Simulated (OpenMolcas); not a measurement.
**How methods differ on CH7BSi2 (SMILES CB1[SiH2][SiH2]1)**

CH7BSi2: 11 atoms, total charge 0, spin state singlet. SMILES: `CB1[SiH2][SiH2]1`. The coordinates come from a PBE0-D4/def2-TZVP relaxation.

Quantity: the dipole moment, in D. The values are calculated.

```
                              level           kind     program  value (D)  CPU time
    HF/6-31G* (spherical functions)   Hartree–Fock  OpenMolcas       0.26      13 s
 SVWN5/6-31G* (spherical functions)            LDA  OpenMolcas       0.42      49 s
  BLYP/6-31G* (spherical functions)            GGA  OpenMolcas       0.40      61 s
   PBE/6-31G* (spherical functions)            GGA  OpenMolcas       0.40      58 s
revPBE/6-31G* (spherical functions)            GGA  OpenMolcas       0.40      67 s
r2SCAN/6-31G* (spherical functions)       meta-GGA  OpenMolcas       0.38      84 s
 B3LYP/6-31G* (spherical functions)  global hybrid  OpenMolcas       0.33      57 s
 BHLYP/6-31G* (spherical functions)  global hybrid  OpenMolcas       0.26      67 s
```

The values span 0.26 to 0.42 D. Magnitudes only. CPU times are rough (shared hosts, several kinds of processor): they show what a rung costs within a factor of a few.

The dipole is small at every level, probably because bond moments cancel. Carbon is more electronegative than boron and hydrogen more so than silicon, so negative charge builds up both at the methyl end and around the silyl hydrogens at the opposite end of the ring. A modest redistribution of charge can then change the net moment by a large fraction.

The three GGAs agree at 0.40 D, with LDA and the meta-GGA close by, so the form of the semilocal functional matters little. Along BLYP, B3LYP and BHLYP the moment falls from 0.40 to 0.33 to 0.26 D, perhaps because exact exchange alters the polarity of the B–C and Si–H bonds unequally. Hartree–Fock breaks a simple dependence on the exchange fraction, as it gives no further drop below BHLYP. That coincidence doesn't make 0.26 D the better value, since the two treat correlation differently. With no diffuse functions in the basis, the basis-set error in so small a moment could rival the spread between methods.
